# Margin comments on Löwdin orthogonalisation: least squares and symmetry

**1. Premises and conventions.** There are $N$ linearly independent, square-integrable functions, written as a row $\phi=(\phi_1,\dots,\phi_N)$. A matrix on the right forms combinations, $(\phi A)_j=\sum_i\phi_iA_{ij}$. The inner product is antilinear in its first argument, and $\chi^\dagger\phi$ denotes the matrix with elements $\langle\chi_i|\phi_j\rangle$, so that $(\chi A)^\dagger(\phi B)=A^\dagger(\chi^\dagger\phi)B$. The overlap matrix is $S=\phi^\dagger\phi$. The distance between two sets is
$$\Delta[\chi]=\sum_{i=1}^N\|\chi_i-\phi_i\|^2=\mathrm{Tr}\,(\chi-\phi)^\dagger(\chi-\phi).$$
It pairs $\chi_i$ with $\phi_i$, so the order and the phases of the $\chi_i$ matter. Orbitals carry the unit m$^{-3/2}$; $S$ and $\Delta$ are pure numbers.

**2. Why $S$ is positive definite.** $S$ is Hermitian because $\langle\phi_i|\phi_j\rangle^*=\langle\phi_j|\phi_i\rangle$. For a column $c\neq0$, $c^\dagger Sc=\|\phi c\|^2$, which is positive since independence forbids $\phi c=0$. Hence $S=U\,\mathrm{diag}(s_k)\,U^\dagger$ with $U$ unitary and all $s_k>0$.

**3. Which square root.** A matrix has many square roots, and $S^{1/2}$ means $U\,\mathrm{diag}(+\sqrt{s_k})\,U^\dagger$. It is the only positive definite one. Let $B$ be positive definite with $B^2=S$. Then $BS=B^3=SB$, so $B$ maps each eigenspace of $S$ into itself. On the eigenspace of $s_k$, $(B+\sqrt{s_k})(B-\sqrt{s_k})=0$, and the first factor is positive definite, hence invertible, so $B=\sqrt{s_k}$ there. The freedom of $U$ within degenerate eigenspaces therefore drops out. A by-product is needed later: if $q$ is the polynomial that takes the value $s_k^{-1/2}$ at each distinct $s_k$ (Lagrange interpolation), then $S^{-1/2}=q(S)$. Whatever commutes with $S$ commutes with $S^{-1/2}$.

**4. The Löwdin set.** Define $\lambda=\phi S^{-1/2}$ (Löwdin 1950). Then $\lambda^\dagger\lambda=S^{-1/2}SS^{-1/2}=1$, and the span is unchanged because $S^{-1/2}$ is invertible. Read backwards, $\phi=\lambda S^{1/2}$ is the polar decomposition of the set $\phi$, and $\lambda^\dagger\phi=S^{1/2}$. Any other orthonormal set in the same span is $\chi=\lambda W$ with $W^\dagger W=\chi^\dagger\chi=1$. Orthonormality leaves a whole unitary group open; the least-squares condition selects one member.

**5. Reducing the distance to a trace.** For any orthonormal $\chi$, expansion of the squares gives
$$\Delta[\chi]=N+\mathrm{Tr}\,S-2\,\mathrm{Re}\,\mathrm{Tr}\,(\chi^\dagger\phi),\qquad \chi^\dagger\phi=(\chi^\dagger\lambda)\,S^{1/2}.$$
The first two terms are fixed. Setting $\chi=\lambda$ gives $\Delta[\lambda]=N+\mathrm{Tr}\,S-2\,\mathrm{Tr}\,S^{1/2}$.

**6. The minimum, by an identity rather than a variation.** Rotate both sets with the eigenvectors of $S$: $\chi'=\chi U$, $\lambda'=\lambda U$. Both remain orthonormal. Cyclic invariance of the trace gives
$$\mathrm{Tr}\,(\chi^\dagger\lambda\,S^{1/2})=\mathrm{Tr}\,\big(U^\dagger\chi^\dagger\lambda U\,\mathrm{diag}(\sqrt{s_k})\big)=\sum_k\sqrt{s_k}\,\langle\chi'_k|\lambda'_k\rangle .$$
For two normalised functions $2-2\,\mathrm{Re}\langle\chi'_k|\lambda'_k\rangle=\|\chi'_k-\lambda'_k\|^2$. Subtracting the two distances,
$$\Delta[\chi]-\Delta[\lambda]=\sum_k\sqrt{s_k}\,\|\chi'_k-\lambda'_k\|^2\ \ge 0. \tag{A}$$
Every weight $\sqrt{s_k}$ is strictly positive, so equality forces $\chi'_k=\lambda'_k$ for all $k$, and multiplication by $U^\dagger$ gives $\chi=\lambda$. The minimum is global and unique. This is the theorem of Carlson and Keller (1957). Its value is
$$\Delta_{\min}=N+\mathrm{Tr}\,S-2\,\mathrm{Tr}\,S^{1/2}=\sum_k(1-\sqrt{s_k})^2,$$
and for normalised $\phi_i$, where $\mathrm{Tr}\,S=N$,
$$\Delta_{\min}=2N-2\,\mathrm{Tr}\,S^{1/2}. \tag{B}$$
The sum of squares shows that $\Delta_{\min}$ vanishes only for $S=1$.

**7. More was proved than is usually stated.** The proof of (A) never assumed that $\chi$ lies in the span of $\phi$. The Löwdin set is the nearest among all orthonormal $N$-tuples of the Hilbert space. Within the span, $\chi=\lambda W$, (A) reads $\mathrm{Tr}\,[S^{1/2}(1-W)^\dagger(1-W)]$. Since $U$ preserves sums of squared norms, (A) also bounds the excess from below by $\sqrt{s_{\min}}\sum_i\|\chi_i-\lambda_i\|^2$: the smallest eigenvalue of $S$ sets how sharply the minimum is defined.

**8. What the Lagrange-multiplier proof omits.** Vary $\chi\to\chi\,e^{i\epsilon K}$ with $K$ Hermitian, and put $B=\chi^\dagger\phi=W^\dagger S^{1/2}$. To first order $B\to(1-i\epsilon K)B$, so $\mathrm{Re}\,\mathrm{Tr}\,B$ changes by $\epsilon\,\mathrm{Im}\,\mathrm{Tr}(KB)$. This vanishes for all Hermitian $K$ exactly when $B$ is Hermitian. Then $B^2=B^\dagger B=S^{1/2}WW^\dagger S^{1/2}=S$. Stationarity thus admits every Hermitian square root of $S$: for non-degenerate $S$ there are $2^N$ of them, with $\chi'_k=\pm\lambda'_k$. Where a sign is negative, the phase change $\chi'_k=-e^{it}\lambda'_k$ turns the term of (A) into $\sqrt{s_k}\,(2+2\cos t)$, which falls away from $t=0$. No such point is a local minimum over unitary $W$. Over real orthogonal $W$ this path is closed, and the branch $\det W=-1$, being compact and disconnected from $W=1$, has a minimum of its own. A practical test follows: an orthonormal set in the span is the Löwdin set if and only if $\chi^\dagger\phi$ is Hermitian and positive definite.

**9. Equal weights are a choice.** For weights $w_i>0$, $\sum_iw_i\|\chi_i-\phi_i\|^2$ equals a constant minus $2\,\mathrm{Re}\,\mathrm{Tr}(\chi^\dagger\phi w)$ with $w=\mathrm{diag}(w_i)$. This is the problem already solved with $\phi w$ in place of $\phi$, and its solution is $\phi w\,(wSw)^{-1/2}$. Rescaling individual basis functions therefore in general changes the Löwdin set. It is a property of the functions, not of their span.

**10. The symmetry statement needs a hypothesis.** Let $\hat R$ be a unitary operator (rotation, reflection, inversion, lattice translation) that maps the span into itself, $\hat R\phi=\phi D$. Unitarity of $\hat R$ gives $(\hat R\phi)^\dagger(\hat R\phi)=\phi^\dagger\phi$, that is
$$D^\dagger SD=S. \tag{C}$$
This makes $D$ unitary with respect to the metric $S$, which is not the same as $D^\dagger D=1$. By linearity, in every case
$$\hat R\lambda=\phi DS^{-1/2}=\lambda D^\lambda,\qquad D^\lambda=S^{1/2}DS^{-1/2},$$
and (C) gives $D^{\lambda\dagger}D^\lambda=S^{-1/2}D^\dagger SDS^{-1/2}=1$. So $D^\lambda$ is always unitary and has the same trace as $D$; whether it equals $D$ is a separate question.

**11. The Slater–Koster theorem and its converse.** Suppose $D$ is unitary. Multiplying (C) from the left by $D$ gives $SD=DS$. Since $S^{-1/2}$ is a polynomial in $S$, $DS^{-1/2}=S^{-1/2}D$, and
$$\hat R\lambda=\phi S^{-1/2}D=\lambda D. \tag{D}$$
The Löwdin functions transform with the same matrix as the original ones (Slater and Koster 1954). Conversely, $D^\lambda=D$ means that $D$ commutes with $S^{1/2}$, hence with $S$; (C) then becomes $D^\dagger DS=S$, so $D^\dagger D=1$. Unitarity of $D$ is necessary and sufficient.

**12. The second theorem follows from the first.** Take $D$ unitary and form $\chi=\hat R\lambda D^\dagger$, an orthonormal set. Since $\phi=\hat R\phi D^\dagger$, one has $\chi-\phi=\hat R(\lambda-\phi)D^\dagger$, and neither $\hat R$ nor $D^\dagger$ changes the sum of squared norms. So $\Delta[\chi]=\Delta_{\min}$, and uniqueness forces $\chi=\lambda$, which is (D). A symmetric problem with a unique solution has a symmetric solution.

**13. Antiunitary operations.** If $\hat\Theta$ is antiunitary and $\hat\Theta\phi=\phi D$ with unitary $D$, then $D^\dagger SD=S^*$. The matrix $D^\dagger S^{-1/2}D$ is positive definite and squares to $(S^*)^{-1}$, so by uniqueness of the root it equals $(S^{-1/2})^*$. Then $\hat\Theta\lambda=\phi D\,(S^{-1/2})^*=\lambda D$. With complex conjugation and $D=1$: real orbitals give real Löwdin orbitals.

**14. When the hypothesis holds.** Take orbitals $f_{nl}(r)Y_{lm}$, normalised, in complete shells of $2l+1$, with identical radial functions on equivalent atoms. A symmetry operation permutes equivalent atoms and mixes $m$ within a shell by the unitary matrix of angular momentum $l$; the product is unitary. Real harmonics, and hybrids made from them by a unitary matrix, inherit the property. The six normalised Cartesian $d$ functions do not. With a common radial factor the angular average of $x^4$ is three times that of $x^2y^2$, so $d_{xx}\propto x^2/\sqrt3$ and $d_{xy}\propto xy$ with the same constant. A rotation by $\pi/4$ about $z$ sends $x^2$ to $(x+y)^2/2$, hence $d_{xx}\to\frac12d_{xx}+\frac12d_{yy}+\frac1{\sqrt3}d_{xy}$. The squared length of this column of $D$ is $5/6$, not 1. Löwdin orbitals and atomic populations built from such a basis depend in general on the orientation of the axes.

**15. What (D) gives a model Hamiltonian, and what it does not.** If $\hat R$ commutes with $\hat H$, then $D^\dagger HD=H$ for $H=\phi^\dagger\hat H\phi$, and (D) gives the same relation, with the same $D$, for $H^\lambda=S^{-1/2}HS^{-1/2}$. Every zero and every equality that the point or space group imposes on the elements of $H$ holds for $H^\lambda$, so the labels $s$, $p_x$, $d_{xy}$ and the site index keep their meaning. The group is that of the whole structure. A function $\lambda_i$ has components on the neighbours, so it is no eigenfunction of atomic angular momentum, and reducing its matrix elements to two-centre $\sigma$, $\pi$, $\delta$ integrals that depend on one distance only is a further approximation. The same holds for carrying orthogonal parameters from one structure to another, since $S^{-1/2}$ changes with the environment.

**16. Small overlap.** Write $S=1+\Sigma$ with $\mathrm{Tr}\,\Sigma=0$ for normalised functions. The binomial series, applied to each eigenvalue, converges if all eigenvalues of $\Sigma$ lie in $(-1,1)$:
$$S^{-1/2}=1-\tfrac12\Sigma+\tfrac38\Sigma^2-\tfrac5{16}\Sigma^3+\dots,\qquad \Delta_{\min}=\tfrac14\mathrm{Tr}\,\Sigma^2-\tfrac18\mathrm{Tr}\,\Sigma^3+\dots$$
The second series comes from inserting $\sqrt{1+x}=1+\frac x2-\frac{x^2}8+\frac{x^3}{16}-\dots$ into (B). The theorems do not depend on this convergence.

**17. Range of validity.** Result (A) is exact for any finite linearly independent set, (B) needs normalisation as well, and (D) needs an invariant span with unitary $D$. No Hamiltonian enters. Four limits deserve note.

- *Linear dependence.* If some $s_k=0$, $S^{-1/2}$ does not exist and the weight of $\chi'_k$ in (A) is zero, so uniqueness is lost. As $s_{\min}\to0$ the norm of $S^{-1/2}$ grows as $s_{\min}^{-1/2}$, and rounding errors are amplified.
- *Nearest is not near.* The theorem ranks orthonormal sets; it does not say that $\Delta_{\min}/N$ is small or that $\lambda_i$ is compact. Closeness is measured in the $L^2$ norm, which does not control energies.
- *Crystals.* Translations make $S$ block diagonal in the wave vector, the proof applies to each block $S(\mathbf k)$, and $\Delta$ is counted per cell. The eigenvalues of $S(\mathbf k)$ must stay above a positive bound for all $\mathbf k$. For a chain of spacing $d$ with nearest-neighbour overlap $s$ only, $S(k)=1+2s\cos kd$, which requires $s<\frac12$. The branch point of $S(k)^{-1/2}$ nearest the real axis lies at $kd=\pi+i\kappa d$ with $\cosh\kappa d=1/(2s)$, so the coefficients on the $n$th neighbour decay as $e^{-n\kappa d}$ up to a power of $n$: short-ranged overlap gives Löwdin tails on all sites.
- *Truncated overlap matrices.* An $S$ with elements set to zero by hand need not be a matrix of inner products. The chain formula with $s=0.66$ gives $S(\pi/d)=1-2s=-0.32$, which no set of functions can produce.

**18. H$_2$ in a minimal basis: the input.** One normalised real $1s$ function sits on each proton, with overlap $s=0.66$. This is the size expected for Slater functions $e^{-\zeta r}$. In prolate spheroidal coordinates, with $\rho=\zeta R$,
$$s=\frac{\rho^3}{4}\int_1^\infty\!d\mu\int_{-1}^1\!d\nu\,(\mu^2-\nu^2)\,e^{-\rho\mu}=e^{-\rho}\Big(1+\rho+\frac{\rho^2}3\Big).$$
The typical values $\zeta=1.24/a_0$ ($a_0$ the Bohr radius) and $R=74$ pm give $\rho=1.734$ and $s=0.660$. Below, $s$ is taken as exactly 0.66 and four decimals are kept so that the identities can be followed. The numbers describe the basis and are not observables of the molecule.

**19. The matrices.** The eigenvectors of $S=\begin{pmatrix}1&s\\s&1\end{pmatrix}$ are $(1,\pm1)/\sqrt2$, with eigenvalues $1\pm s=1.66$ and $0.34$ and condition number $4.88$. The roots are $1.2884$ and $0.5831$, their inverses $0.7762$ and $1.7150$. Transforming back puts half the sum on the diagonal and half the difference off it:
$$S^{1/2}=\begin{pmatrix}0.9358&0.3527\\0.3527&0.9358\end{pmatrix},\qquad S^{-1/2}=\begin{pmatrix}1.2456&-0.4694\\-0.4694&1.2456\end{pmatrix}.$$
So $\lambda_1=1.2456\,\phi_1-0.4694\,\phi_2$, and $\lambda_2$ follows by exchange. With $\mathrm{Tr}\,S^{1/2}=1.8715$, (B) gives $\Delta_{\min}=0.2570$, or $0.1285$ per orbital. Since $d\Delta_{\min}/ds=(1-s)^{-1/2}-(1+s)^{-1/2}=0.9388$, a rounding of $0.005$ in $s$ shifts $\Delta_{\min}$ by $0.005$.

**20. The geometry.** In the plane they span, $\phi_1$ and $\phi_2$ are unit vectors at the angle $\gamma=\arccos s=0.8500$ rad. The diagonal element $p$ of $S^{1/2}$ obeys $p^2=\frac14(\sqrt{1+s}+\sqrt{1-s})^2=\frac12(1+\sqrt{1-s^2})=\cos^2\delta$ with $\delta=\frac12\arcsin s=0.3604$ rad. As $\gamma+2\delta=\pi/2$, each vector turns outwards by $\delta$ until the right angle is reached. The weight of $\phi_1$ on $\lambda_1$ is $p^2=0.8756$, and $0.1244$ lies on $\lambda_2$.

**21. The competitors.** For $\chi=\lambda W$ with $W$ a real rotation by $\theta$, the antisymmetric part of $W$ drops out of the trace with the symmetric $S^{1/2}$, and $\Delta(\theta)=4-2\cos\theta\,\mathrm{Tr}\,S^{1/2}=4-4\cos\theta\cos\delta$. Gram–Schmidt keeps $\chi_1=\phi_1$, so $|\theta|=\delta$ and $\Delta=4\sin^2\delta=2-2\sqrt{1-s^2}$. The pair $\sigma_g\propto\phi_1+\phi_2$, $\sigma_u\propto\phi_2-\phi_1$ has $|\theta|=\pi/4$. The exchanged pair $(\lambda_2,\lambda_1)$ is the stationary point with signs $(+,-)$, where $\Delta=4-2(\sqrt{1+s}-\sqrt{1-s})$; it is the best set on the real branch $\det W=-1$.

| set | $W$ | $\Delta$ |
|---|---|---|
| Löwdin | $1$ | 0.2570 |
| Gram–Schmidt | rotation by $\delta$ | 0.4975 |
| $\sigma_g,\sigma_u$ | rotation by $\pi/4$ | 1.3533 |
| exchanged | reflection | 2.5894 |

Identity (A) accounts for the Gram–Schmidt excess: both $\|\chi'_k-\lambda'_k\|^2$ equal $2-2\cos\delta=0.1285$, and the product with $1.8715$ is $0.2405$, the difference of the first two rows. Their ratio is $4\sin^2\delta/(4-4\cos\delta)=1+\cos\delta=1.9358$.

**22. Symmetry, kept and lost.** Inversion exchanges $\phi_1$ and $\phi_2$; $D=\begin{pmatrix}0&1\\1&0\end{pmatrix}$ is unitary and commutes with $S$, and it exchanges $\lambda_1$ and $\lambda_2$. For $H_{11}=H_{22}=\alpha$, $H_{12}=H_{21}=\beta$, the eigenvalues on the common eigenvectors are $(\alpha\pm\beta)/(1\pm s)$, whose half sum and half difference give
$$H^\lambda_{11}=H^\lambda_{22}=\frac{\alpha-s\beta}{1-s^2},\qquad H^\lambda_{12}=\frac{\beta-s\alpha}{1-s^2},\qquad \frac1{1-s^2}=1.7718 .$$
The two sites stay equivalent. Now span the same plane by the normalised pair $(\phi_1,\sigma_g)$, whose overlap is $t=\sqrt{(1+s)/2}=\cos(\gamma/2)=0.9110$. Inversion gives $\phi_1\to\phi_2=2t\,\sigma_g-\phi_1$ and leaves $\sigma_g$ fixed. Measured from $\sigma_g$, the new Löwdin vectors lie at $\theta_{1,2}=\gamma/4\pm\pi/4$, symmetric about the bisector. Inversion reverses these angles, so $D^\lambda_{ij}=\cos(\theta_i+\theta_j)$, and with $\sin(\gamma/2)=\sqrt{(1-s)/2}=0.4123$,
$$D=\begin{pmatrix}-1&0\\1.8221&1\end{pmatrix},\qquad D^\lambda=\begin{pmatrix}-0.4123&0.9110\\0.9110&0.4123\end{pmatrix}.$$
The traces agree, $D^\lambda$ is unitary, and $D^\lambda\neq D$ because $D$ is not unitary.

**23. The series at this overlap.** Here $\Sigma^2=s^2\cdot1$, so even powers feed the diagonal and odd powers the off-diagonal element. The latter is $-s/2=-0.33$ at first order and $-0.4198$ with the cubic term, against $-0.4694$. The diagonal is $1+\frac38s^2=1.163$ at second order, against $1.2456$. For the distance, $\Delta_{\min}=\frac12s^2+\frac5{32}s^4+\dots$ gives $0.2178$ and then $0.2474$, against $0.2570$. The series converge, since $s<1$, but the first-order admixture of the neighbour falls 30 per cent short, so at the H$_2$ bond length the closed form of $S^{-1/2}$ is the one to use.